\section*{Sum rules, signs and on-top value of the exchange and correlation holes}

\subsection*{Conventions and statement}

Hartree atomic units are used: lengths in bohr, energies in hartree. The system holds a fixed integer number $N$ of electrons with collinear spins, spin densities $n_\uparrow,n_\downarrow$, density $n=n_\uparrow+n_\downarrow$ and polarisation $\zeta=(n_\uparrow-n_\downarrow)/n$. Along the adiabatic connection $\Psi_\lambda$ is the normalised ground state of $\hat T+\lambda\hat W+\hat V_\lambda$, where $\hat W$ is the electron repulsion and the local potentials in $\hat V_\lambda$ keep both spin densities fixed for $0\le\lambda\le1$. At $\lambda=0$ the state is taken to be a single Kohn--Sham determinant $\Phi$. The pair density, normalised to $N(N-1)$, and the hole are defined by
\begin{equation}
P_\lambda(\mathbf r,\mathbf r')=N(N-1)\sum_{\sigma_1\dots\sigma_N}\int|\Psi_\lambda(\mathbf r\sigma_1,\mathbf r'\sigma_2,\dots)|^2\,d^3r_3\cdots d^3r_N=n(\mathbf r)\,[\,n(\mathbf r')+n^\lambda_{xc}(\mathbf r,\mathbf r')\,].
\label{def}
\end{equation}
The exchange hole is $n_x=n_{xc}^{\lambda=0}$, the correlation hole is $n_c^\lambda=n^\lambda_{xc}-n_x$, and a bar denotes the average $\int_0^1d\lambda$. With the occupied orbitals $\phi_{i\sigma}$ of $\Phi$, let $\gamma_\sigma(\mathbf r,\mathbf r')=\sum_i\phi_{i\sigma}(\mathbf r)\phi^*_{i\sigma}(\mathbf r')$. Wherever $n(\mathbf r)>0$,
\begin{align}
&\int n^\lambda_{xc}(\mathbf r,\mathbf r')\,d^3r'=-1,\qquad n_{xc}^\lambda(\mathbf r,\mathbf r')\ge-n(\mathbf r'),\label{xc}\\
&n_x(\mathbf r,\mathbf r')=-\frac{1}{n(\mathbf r)}\sum_\sigma|\gamma_\sigma(\mathbf r,\mathbf r')|^2\le0,\qquad\int n_x\,d^3r'=-1,\label{x}\\
&n_x(\mathbf r,\mathbf r)=-\tfrac12\,n(\mathbf r)\,[1+\zeta(\mathbf r)^2],\label{top}\\
&\int n^\lambda_c\,d^3r'=0,\qquad n_c^\lambda(\mathbf r,\mathbf r)\ge-\tfrac12\,n\,(1-\zeta^2).\label{c}
\end{align}
Equations \eqref{xc} and \eqref{c} hold at every $\lambda$ and are linear in the hole, so they also hold for $\bar n_{xc}$ and $\bar n_c$, the holes that fix the energy:
\begin{equation}
E_{xc}=\frac12\iint\frac{n(\mathbf r)\,\bar n_{xc}(\mathbf r,\mathbf r')}{|\mathbf r-\mathbf r'|}\,d^3r\,d^3r'.
\label{E}
\end{equation}

\subsection*{Problem}

A uniform three-dimensional electron gas in a neutralising background has Wigner--Seitz radius $r_s=2$ bohr, defined by $4\pi r_s^3n/3=1$, and polarisation $\zeta=0.3$ held fixed. The holes depend only on $u=|\mathbf r-\mathbf r'|$. Conversions: 1 bohr $=0.529177$ \AA, 1 hartree $=27.2114$ eV.
\begin{enumerate}
\item[(a)] Find the spin densities and the Fermi wave vectors.
\item[(b)] Find the on-top exchange hole and the lower bound on the on-top correlation hole.
\item[(c)] Give $n_x(u)$, evaluate it at $u=r_s$ and verify the sum rule.
\item[(d)] Find the charge of the exchange hole inside spheres of radius 2 and 10 bohr.
\item[(e)] Bound the exchange energy per electron with \eqref{x} and the depth \eqref{top} alone, and compare with its exact value.
\item[(f)] Show how the correlation hole satisfies \eqref{c} at long range.
\item[(g)] Repeat the on-top value and the tail for an unpolarised gas at the mean valence density of aluminium, a wiring metal: face-centred cubic cell of four atoms, three valence electrons per atom, typical lattice constant $4.05$ \AA.
\end{enumerate}

\subsection*{Proofs}

\emph{Full hole.} Integrating the first form of \eqref{def} over $\mathbf r'$ gives $(N-1)\,n(\mathbf r)$, because $n(\mathbf r)$ is $N$ times the integral of $|\Psi_\lambda|^2$ over all other coordinates. The second form gives $n(\mathbf r)[N+\int n_{xc}^\lambda d^3r']$. Equating the two yields the sum rule in \eqref{xc}: an electron found at $\mathbf r$ is missing from the rest of the system. The inequality is the statement $P_\lambda\ge0$.

\emph{Exchange hole.} For a determinant the probability of finding spin $\sigma$ at $\mathbf r$ and spin $\sigma'$ at $\mathbf r'$ is a $2\times2$ determinant of the density matrix, which is diagonal in spin:
\begin{equation}
P_0^{\sigma\sigma'}(\mathbf r,\mathbf r')=n_\sigma(\mathbf r)\,n_{\sigma'}(\mathbf r')-\delta_{\sigma\sigma'}|\gamma_\sigma(\mathbf r,\mathbf r')|^2 .
\end{equation}
Summing over both spins and comparing with \eqref{def} gives the first part of \eqref{x}. Orthonormal orbitals with occupation one make $\gamma_\sigma$ a projector,
\begin{equation}
\int|\gamma_\sigma(\mathbf r,\mathbf r')|^2d^3r'=\sum_{ij}\phi_{i\sigma}(\mathbf r)\phi^*_{j\sigma}(\mathbf r)\,\delta_{ij}=n_\sigma(\mathbf r),
\end{equation}
so that $\int n_x\,d^3r'=-(n_\uparrow+n_\downarrow)/n=-1$. At $\mathbf r'=\mathbf r$ one has $\gamma_\sigma=n_\sigma=n(1\pm\zeta)/2$, and $(n_\uparrow^2+n_\downarrow^2)/n=n(1+\zeta^2)/2$, which is \eqref{top}. With fractional occupations $f_{i\sigma}$ the expression in \eqref{x} integrates to $-\sum f_{i\sigma}^2|\phi_{i\sigma}|^2/n>-1$, which is why a single determinant is required.

\emph{Correlation hole.} Subtracting the two sum rules gives $\int n_c^\lambda\,d^3r'=0$, so $n_c^\lambda$ either vanishes or takes both signs. The inequality in \eqref{xc} reads $n_c^\lambda\ge-n(\mathbf r')-n_x$, and \eqref{top} turns it into the bound in \eqref{c}. Antisymmetry forces $P_\lambda^{\sigma\sigma}(\mathbf r,\mathbf r)=0$ at every $\lambda$, so on top only antiparallel pairs remain,
\begin{equation}
n_c^\lambda(\mathbf r,\mathbf r)=\frac{2}{n}\left[P_\lambda^{\uparrow\downarrow}(\mathbf r,\mathbf r)-n_\uparrow n_\downarrow\right],
\label{anti}
\end{equation}
and the bound is reached when opposite spins also avoid contact completely. For $|\zeta|=1$ the on-top correlation hole is zero.

\emph{Energy.} By the Hellmann--Feynman theorem $dE_\lambda/d\lambda=\langle\hat W\rangle_\lambda+\sum_\sigma\int n_\sigma\,\partial_\lambda v_{\lambda\sigma}\,d^3r$. The densities are fixed, so integration from 0 to 1 gives $E_1=T_s+\int_0^1\langle\hat W\rangle_\lambda d\lambda+\sum_\sigma\int n_\sigma v_{1\sigma}\,d^3r$, with $T_s$ the kinetic energy of $\Phi$. Hence $E_{xc}=\int_0^1\langle\hat W\rangle_\lambda d\lambda-U$, with $U$ the Hartree energy. Inserting $\langle\hat W\rangle_\lambda=\frac12\iint P_\lambda/|\mathbf r-\mathbf r'|$ cancels $U$ and leaves \eqref{E}.

\subsection*{Solution}

Intermediate values are carried unrounded. The weights $w_\sigma=n_\sigma/n$ are $w_\uparrow=0.65$ and $w_\downarrow=0.35$.

\paragraph{(a) Densities and wave vectors.}
\begin{equation}
n=\frac{3}{4\pi(2\ \text{bohr})^3}=0.02984\ \text{bohr}^{-3}=0.2014\ \text{\AA}^{-3},
\end{equation}
$n_\uparrow=0.01940$ bohr$^{-3}$ and $n_\downarrow=0.01044$ bohr$^{-3}$. Each spin fills a sphere with $n_\sigma=k_\sigma^3/6\pi^2$. With $k_F=(9\pi/4)^{1/3}/r_s=0.9596$ bohr$^{-1}$ this gives $k_\sigma=k_F(1\pm\zeta)^{1/3}$, that is $k_\uparrow=1.0473$ bohr$^{-1}$ and $k_\downarrow=0.8520$ bohr$^{-1}$.

\paragraph{(b) On-top values.} From \eqref{top},
\begin{equation}
n_x(0)=-(w_\uparrow^2+w_\downarrow^2)\,n=-(0.4225+0.1225)\,n=-0.545\,n=-0.01626\ \text{bohr}^{-3},
\end{equation}
or $-0.110$ \AA$^{-3}$. Polarisation deepens the hole by the factor $1+\zeta^2=1.09$ relative to the unpolarised value $-n/2$. The determinant keeps the on-top pair density $2n_\uparrow n_\downarrow=0.455\,n^2=4.05\times10^{-4}$ bohr$^{-6}$, and this is all that correlation can remove:
\begin{equation}
n_c^\lambda(0)\ge-0.455\,n=-0.01358\ \text{bohr}^{-3}.
\end{equation}
Repulsion is expected to make the bracket in \eqref{anti} negative, but its sign and size don't follow from the sum rules; they require the interacting wave function.

\paragraph{(c) Shape and sum rule.} For plane waves
\begin{equation}
\gamma_\sigma(u)=\frac{1}{2\pi^2u}\int_0^{k_\sigma}k\sin(ku)\,dk=n_\sigma F(k_\sigma u),\qquad F(y)=\frac{3(\sin y-y\cos y)}{y^3}=\frac{3j_1(y)}{y},
\end{equation}
with $j_1$ the spherical Bessel function, and therefore
\begin{equation}
n_x(u)=-n\left[w_\uparrow^2F(k_\uparrow u)^2+w_\downarrow^2F(k_\downarrow u)^2\right].
\label{shape}
\end{equation}
$F$ is the average of $e^{i\mathbf k\cdot\mathbf u}$ over the Fermi sphere, so $|F|\le F(0)=1$ and the hole is deepest on top. At $u=2$ bohr the arguments are $2.0946$ and $1.7040$, $F=0.6247$ and $0.7382$, and
\begin{equation}
n_x(2\ \text{bohr})=-(0.1649+0.0668)\,n=-0.2316\,n=-0.00691\ \text{bohr}^{-3},
\end{equation}
where the sum is taken before rounding. The first zero of $F$, at $y=4.4934$, lies at $u=4.29$ bohr for the majority spin and $5.27$ bohr for the minority spin. The two don't coincide, so the total hole stays strictly negative at both.

The charge inside a sphere of radius $R$ follows from $4\pi u^2\,n_\sigma F^2\,du=(6/\pi)\,j_1(y)^2dy$ with $y=k_\sigma u$:
\begin{equation}
Q_x(R)=\int_0^R4\pi u^2n_x\,du=-\sum_\sigma w_\sigma G(k_\sigma R),\qquad G(y)=\frac6\pi\int_0^yj_1(t)^2dt .
\end{equation}
The integral is elementary apart from the sine integral $\mathrm{Si}(x)=\int_0^x(\sin t/t)\,dt$:
\begin{equation}
G(y)=\frac2\pi\left[\mathrm{Si}(2y)-\frac{3}{2y}-\frac{1}{2y^3}+\left(\frac1{2y}+\frac1{2y^3}\right)\cos2y+\frac{\sin2y}{y^2}\right].
\label{G}
\end{equation}
Differentiation returns $(6/\pi)j_1^2$, and the poles cancel so that $G(0)=0$. Since $\mathrm{Si}(\infty)=\pi/2$, $G(\infty)=1$ for each spin, and $Q_x(\infty)=-(0.65+0.35)=-1$ electron.

\paragraph{(d) Enclosed charge.} Equation \eqref{G} gives
\begin{center}
\begin{tabular}{cccc}
$R$ (bohr) & $G(k_\uparrow R)$ & $G(k_\downarrow R)$ & $Q_x(R)$ (electrons)\\ \hline
2 & 0.386 & 0.247 & $-0.337$\\
10 & 0.912 & 0.881 & $-0.901$
\end{tabular}
\end{center}
The sphere of radius $r_s$ holds one electron on average, and exchange removes about a third of it. The bound $n_{xc}^\lambda\ge-n$, integrated over that sphere, lets correlation remove at most the remaining $0.663$ electron.

For large $y$, $\mathrm{Si}(2y)=\pi/2-\cos2y/2y-\sin2y/4y^2+\dots$, whose cosine term cancels the $\cos 2y/2y$ of \eqref{G}, so
\begin{equation}
1-G(y)=\frac{3}{\pi y}-\frac{3\sin2y}{2\pi y^2}+O(y^{-3}).
\end{equation}
Define the length
\begin{equation}
a=\frac34\sum_\sigma\frac{w_\sigma}{k_\sigma}=0.7736\ \text{bohr}.
\end{equation}
The smooth part of the missing charge is $1+Q_x\simeq4a/\pi R=0.985\ \text{bohr}/R$, which corresponds to the averaged tail $n_x\simeq-a/\pi^2u^4$. At $R=10$ bohr it gives $0.0985$ against $0.0988$ from \eqref{G}. The closeness is partly accidental: the weighted oscillating terms $3w_\sigma\sin(2k_\sigma R)/2\pi k_\sigma^2R^2$ are $0.0024$ and $-0.0022$ and nearly cancel at this radius. The sum rule converges slowly, and 99 per cent of the hole is enclosed only at about 98 bohr, or 5.2 nm.

\paragraph{(e) Exchange energy.} Let $D=0.545\,n$ be the depth and $R_0$ the radius with $4\pi R_0^3D/3=1$, so that $R_0=r_s\,(0.545)^{-1/3}=2.448$ bohr. The sum rule allows
\begin{equation}
\int\frac{n_x}{u}\,d^3u=-\frac1{R_0}+\int n_x\left(\frac1u-\frac1{R_0}\right)d^3u .
\end{equation}
Outside $R_0$ both factors of the last integrand are non-positive, so that region contributes a non-negative amount. Inside, the bracket is positive and $n_x\ge-D$, so the contribution is at least $-4\pi D(R_0^2/2-R_0^2/3)=-1/2R_0$. With the factor $\frac12$ of \eqref{E},
\begin{equation}
\varepsilon_x\ge-\frac{3}{4R_0}=-0.3063\ \text{hartree}.
\end{equation}
The argument needs $n_x\le0$ and so does not carry over to $n_{xc}$, which may be positive at large $u$.

The exact value is reached most directly through the structure factor $S_\lambda(q)=1+\int n_{xc}^\lambda(u)\,e^{-i\mathbf q\cdot\mathbf u}d^3u$. The transform of $|\gamma_\sigma|^2/n_\sigma$ is the overlap of two Fermi spheres displaced by $q$, divided by the volume of one. The overlap is $2\int_{q/2}^{k_\sigma}\pi(k_\sigma^2-z^2)\,dz$, and
\begin{equation}
S_x(q)=\sum_\sigma w_\sigma s(q/k_\sigma),\qquad s(x)=\frac{3x}{4}-\frac{x^3}{16}\ \ (x\le2),\qquad s=1\ \ (x>2).
\label{Sx}
\end{equation}
Here $S_x(q\to0)=0$ is the sum rule again. With the transform $4\pi/q^2$ of $1/u$,
\begin{equation}
\varepsilon_x=\frac1\pi\int_0^\infty[S_x(q)-1]\,dq=\frac1\pi\sum_\sigma w_\sigma k_\sigma\left(\frac32-\frac14-2\right)=-\frac{3}{4\pi}\sum_\sigma w_\sigma k_\sigma .
\end{equation}
The weighted wave vector is $0.9789$ bohr$^{-1}$, so $\varepsilon_x=-0.2337$ hartree $=-6.359$ eV per electron, 76 per cent of the bound. The remainder measures how far the hole \eqref{shape} is from the flat hole of the same depth and charge.

\paragraph{(f) Correlation hole at long range.} In a finite volume $V$ the sum rule can be met by a uniform depletion: $N$ uncorrelated particles have $P=N(N-1)/V^2$ and a hole $-1/V$ that vanishes pointwise as $V\to\infty$. For the infinite gas the rule must therefore be checked in the form $S_\lambda(q\to0)=0$. Let $m_p=N^{-1}\sum_\nu\omega_\nu^{\,p}|\langle\nu|\hat\rho_{\mathbf q}|0\rangle|^2$, with $\hat\rho_{\mathbf q}=\sum_je^{-i\mathbf q\cdot\mathbf r_j}$ and excitation energies $\omega_\nu$. For $q\ne0$, $m_0=S_\lambda$. The $f$-sum rule gives $m_1=q^2/2$, and second-order perturbation theory gives $m_{-1}=-\chi(q)/2n$, with $\chi$ the static density response. Writing $\chi=\tilde\chi/(1-4\pi\lambda\tilde\chi/q^2)$, where the proper response $\tilde\chi$ of a metal tends to a non-zero constant, one finds $\chi\to-q^2/4\pi\lambda$. The Cauchy--Schwarz inequality $m_0^2\le m_1m_{-1}$ then yields
\begin{equation}
0\le S_\lambda(q)\le\frac{q^2}{2\sqrt\lambda\,\omega_p}\quad(q\to0),\qquad\omega_p=\sqrt{4\pi n}=0.6124\ \text{hartree}=16.66\ \text{eV}.
\label{bound}
\end{equation}
The average over $\lambda$ is finite, $\bar S\le q^2/\omega_p$. The full hole therefore integrates to $-1$ locally, and the transform of the correlation hole, $S_c=S_\lambda-S_x$, vanishes at $q\to0$, which is \eqref{c}.

The bound says more. By \eqref{Sx}, $S_x\simeq aq$, while \eqref{bound} forbids a linear term in $S_\lambda$; hence $S_c\simeq-aq$. At $\lambda=1$ the two terms $aq$ and $q^2/2\omega_p$ are equal at $q=2\omega_pa=0.947$ bohr$^{-1}$, and the linear one dominates well below that. At $q=0.1$ bohr$^{-1}$, $S_x=0.0773$ and the bound is $0.008$, with relative corrections of order $q^2/k_F^2$, about one per cent. Thus $-0.077\le S_c\le-0.069$. The inverse transform of $q$ follows from
\begin{equation}
\frac{1}{2\pi^2u}\int_0^\infty q^2e^{-\eta q}\sin(qu)\,dq=\frac{3\eta^2-u^2}{\pi^2(\eta^2+u^2)^3}\ \xrightarrow{\ \eta\to0\ }\ -\frac{1}{\pi^2u^4}.
\end{equation}
Applied to $aq$ it reproduces the averaged exchange tail of part (d). Applied to $-aq$ it gives the leading non-oscillating term of the correlation hole,
\begin{equation}
n_c^\lambda(u)\simeq+\frac{a}{\pi^2u^4}=\frac{0.0784\ \text{bohr}}{u^4},
\end{equation}
the same for every $\lambda>0$, although it sets in at larger $u$ as $\lambda$ decreases. The correlation hole is positive on average at long range and cancels the $u^{-4}$ exchange tail. At full coupling it holds about $+0.1$ electron beyond 10 bohr, and by \eqref{c} about $-0.1$ electron inside. Only one figure is meaningful, since the oscillating terms of $n_c$ are not fixed by this argument; in the exchange hole they amount to a few thousandths of an electron at that radius. The sign pattern is consistent with $E_c\le0$, which holds because $\Psi_1$ minimises $\hat T+\hat W$ among states of the given spin densities and $\Phi$ is one of them.

\paragraph{(g) Aluminium density.} Twelve electrons in $(4.05\ \text{\AA})^3$ give $n=0.1806$ \AA$^{-3}=0.02677$ bohr$^{-3}$, $r_s=2.074$ bohr and $k_F=0.9254$ bohr$^{-1}$. With $\zeta=0$ the model has $n_x(0)=-n/2=-0.01338$ bohr$^{-3}$, a correlation bound of the same value, and missing exchange charge $3/\pi k_FR=1.03\ \text{bohr}/R$. These numbers are the uniform model's. In the crystal \eqref{top} stays exact with the local density, $n_x(\mathbf r,\mathbf r)=-n(\mathbf r)/2$. Between the ions the density typically departs from the mean valence value by some tens of per cent in either direction, and inside the cores it is larger by orders of magnitude, so there the model understates the on-top depth by the same factor while the integrated charge remains $-1$.